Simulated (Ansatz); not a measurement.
# Redistribution: C2H3ClF2 + C2Cl2F4 → C2H3F3 + C2Cl3F3

Species: C2H3ClF2 (1-chloro-1,1-difluoroethane) `CC(F)(F)Cl`, singlet; C2Cl2F4 (dichlorotetrafluoroethane) `FC(F)(Cl)C(F)(F)Cl`, singlet; C2H3F3 (1,1,1-trifluoroethane) `CC(F)(F)F`, singlet; C2Cl3F3 (1,1,2-trichlorotrifluoroethane) `FC(F)(Cl)C(F)(Cl)Cl`, singlet. The partners trade Cl for F; both sit on C, so the bond types are kept.

Shapes, held fixed at every level: PBE0-D4/def2-TZVP. Flexible molecules stand in one conformer, not always the lowest. Programs: Ansatz 0.2.0. The zero-point and thermal change to 298 K, harmonic and unscaled (PBE0-D4/def2-TZVP), is -0.1 kJ/mol.

```json
{"level": "SPW92/def2-TZVPP", "kind": "LDA", "ΔH(298 K) (kJ/mol)": "-11.3", "less CCSD(T)/CBS estimate": "+4.7"}
{"level": "B3LYP-D4/def2-TZVPP", "kind": "global hybrid", "ΔH(298 K) (kJ/mol)": "-11.3", "less CCSD(T)/CBS estimate": "+4.7"}
{"level": "PBE0-D4/def2-TZVPP", "kind": "global hybrid", "ΔH(298 K) (kJ/mol)": "-12.0", "less CCSD(T)/CBS estimate": "+4.0"}
{"level": "r2SCAN0-D4/def2-TZVPP", "kind": "global hybrid", "ΔH(298 K) (kJ/mol)": "-12.0", "less CCSD(T)/CBS estimate": "+4.0"}
{"level": "CCSD(T)/def2-SVP", "kind": "coupled cluster or CI", "ΔH(298 K) (kJ/mol)": "-17.0", "less CCSD(T)/CBS estimate": "-1.0"}
{"level": "CCSD/def2-SVP", "kind": "coupled cluster or CI", "ΔH(298 K) (kJ/mol)": "-16.8", "less CCSD(T)/CBS estimate": "-0.8"}
{"level": "CCSD(T)/CBS estimate", "kind": "coupled cluster or CI", "ΔH(298 K) (kJ/mol)": "-16.0", "less CCSD(T)/CBS estimate": "0.0"}
```

The highest level, CCSD(T)/CBS estimate, gives ΔH(298 K) = -16.0 kJ/mol; the levels span -17.0 to -11.3. The column of differences is taken from that level and isn't an error. No measured value is set beside it here. The CBS estimate extrapolates MP2 from def2-TZVPP and def2-QZVPP and adds CCSD(T) − MP2 in the triple-zeta set, cores frozen.

Every level makes the transfer of fluorine to the methyl-bearing carbon exothermic, with -16.0 kJ/mol at the highest level. The preference is almost wholly electronic, since the zero-point and thermal change is only -0.1 kJ/mol. Although the bond types are kept, their surroundings are not: two CF2Cl groups become one CF3 and one CFCl2. Gathering fluorine on one carbon strengthens its C–F bonds through charge attraction and lone-pair donation into neighbouring C–F σ* orbitals. The methyl group probably adds to this by supporting the electron-poor CF3 carbon better than a halogenated neighbour would, but the total enthalpy can't separate the two effects.

The density functionals all give a less exothermic reaction than coupled cluster, perhaps because they describe these geminal and vicinal halogen interactions less evenly. LDA and B3LYP coincide at -11.3 kJ/mol, so the shortfall doesn't simply follow the rung of functional. In the small basis, CCSD and CCSD(T) nearly agree, which suggests that connected triples largely cancel across the reaction. The exothermicity says nothing about the barrier to halogen exchange.
